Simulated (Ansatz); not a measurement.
Sn: pressure against volume scale

All results are calculated (Ansatz 0.2.0). Periodic Kohn-Sham DFT of a crystal at fixed atoms, scaled to volume_scale times the given cell; pressure positive in compression, energy less spherical unpolarised free atoms, largest_vzz the field gradient of largest size among the nuclei.

The cell before it is scaled or strained (space group Fd-3m, No. 227):
```
cell vectors (Å)
   0.0000     3.2456     3.2456
   3.2456     0.0000     3.2456
   3.2456     3.2456     0.0000
atoms (fractions of the cell vectors)
Sn  0.50000  0.50000  0.50000
Sn  0.75000  0.75000  0.75000
```

Settings of every row: method all-electron PAW; functional LDA; relativity scalar; k mesh 9x9x9; filling fermi-dirac; smearing width 0.03 eV; nucleus gaussian.

Atom start moment: 0 on all atoms.

| row | volume scale | V (Å³/atom) | pressure (GPa) |
| --- | --- | --- | --- |
| 1 | 0.94 | 32.138 | 2.742 |
| 2 | 0.9405 | 32.155 | 2.711 |
| 3 | 0.96 | 32.821 | 1.578 |
| 4 | 0.98 | 33.505 | ? |
| 5 | 0.99 | 33.847 | 0.086 |
| 6 | 1 | 34.189 | -0.351 |
| 7 | 1.01 | 34.531 | -0.763 |
| 8 | 1.02 | 34.873 | -1.151 |
| 9 | 1.04 | 35.556 | -1.866 |
| 10 | 1.06 | 36.24 | -2.502 |

Question: what pressure should row 4 give?

Worked fit of pressure. Take u = (V_r/V)^(2/3) − 1 with V_r = 34.189 Å³ an atom, which is twice the finite (Eulerian) strain; such expansions in the strain, on which the Birch-Murnaghan equation of state is built, carry the rest volume and the bulk modulus. The shown rows have u = 0.04211, 0.04174, 0.0276, 0.00672, 0, -0.00661, -0.01312, -0.0258, -0.0381. Least squares give pressure = −0.3512 + 63.726 × u + 209.76 × u² + 505 × u³ GPa; a parabola predicts inner rows, each left out in turn, worse (root mean square 0.0079 against 0.0013 GPa). The rows lie off it by 0.000, 0.000, 0.000, -0.001, 0.000, 0.000, 0.001, -0.002, 0.001. The pressure vanishes at u = 0.0054, or V = 33.91 Å³ an atom, and there the bulk modulus at fixed shape and fractions is B = −V dP/dV = (2/3)(1 + u) dP/du = 44.3 GPa. The withheld row has u = 0.01356, so the fit gives −0.3512 + 63.726 × (0.01356) + 209.76 × (0.01356)² + 505 × (0.01356)³ = 0.553 GPa.

The calculation gave 0.552 GPa. The fit lies 0.001 GPa (0.019 % of the column's range) above it, one unit of the last digit.
